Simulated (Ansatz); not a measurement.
From Sn(NH2)4 to SnCl4: predicting a member

Gas-phase molecules. On one Sn centre, n of the NH2 ligands are replaced by Cl. The HOMO–LUMO gap y in eV at wB97M-V/def2-TZVPP. Shapes: PBE0-D4/def2-TZVP. Flexible molecules stand in one conformer, not always the lowest. Programs: Ansatz 0.2.0.

```
   molecule  n  y (eV)
   Sn(NH2)4  0   10.60
 Sn(NH2)3Cl  1       ?
Sn(NH2)2Cl2  2   10.84
 Sn(NH2)Cl3  3   10.58
      SnCl4  4   10.93
```

Problem. Fit y = c + s·n to the known rows and predict Sn(NH2)3Cl.

Solution. 
1. Means of the 4 rows: n = 2.25000, y = 10.738.
2. Σ(Δn)² = 8.75, Σ(Δn·Δy) = 0.5025, so the slope is 0.5025/8.75 = 0.057429.
3. Intercept: 10.738 − (0.057429) × 2.25000 = 10.609. The largest residual of the fit is 0.20.
4. Sn(NH2)3Cl: 10.609 + (0.057429) × 1 = 10.67 eV.

The run gave 11.01 eV, so the prediction is off by -0.34 eV, more than the largest residual. The steps per swap are uneven (+0.41, -0.17, -0.26, +0.35), so a line is a poor model. Other levels give for Sn(NH2)3Cl: SPW92/def2-TZVPP 4.39; PBE-D4/def2-TZVPP 4.49 eV. Orbital gaps aren't excitation energies, and the LUMO depends on the basis. For atoms past krypton def2 sets carry core potentials with scalar relativity. The series isn't monotonic at this level.

Replacing every amide by chloride widens the gap only from 10.60 to 10.93 eV, while the mixed members range from 10.58 to 11.01 eV. This suggests that two larger shifts nearly cancel. Chloride holds its lone pairs more tightly than amide, which lowers the HOMO, but it also withdraws charge from tin and lowers the LUMO, typically an Sn 5s–ligand antibonding orbital in tin(IV) compounds.

As long as one NH2 remains, its nitrogen lone pair probably forms the HOMO, so further chlorination can pull the LUMO down faster and narrow the gap. The last swap removes that lone pair, in line with the rise at SnCl4. The rise at the first swap needs another cause, perhaps weaker mixing among the remaining nitrogen lone pairs or a change in amide orientation. The far smaller SPW92 and PBE gaps probably reflect the missing nonlocal exchange. Without the separate frontier-orbital energies, the gaps can't show which orbital drives each step.
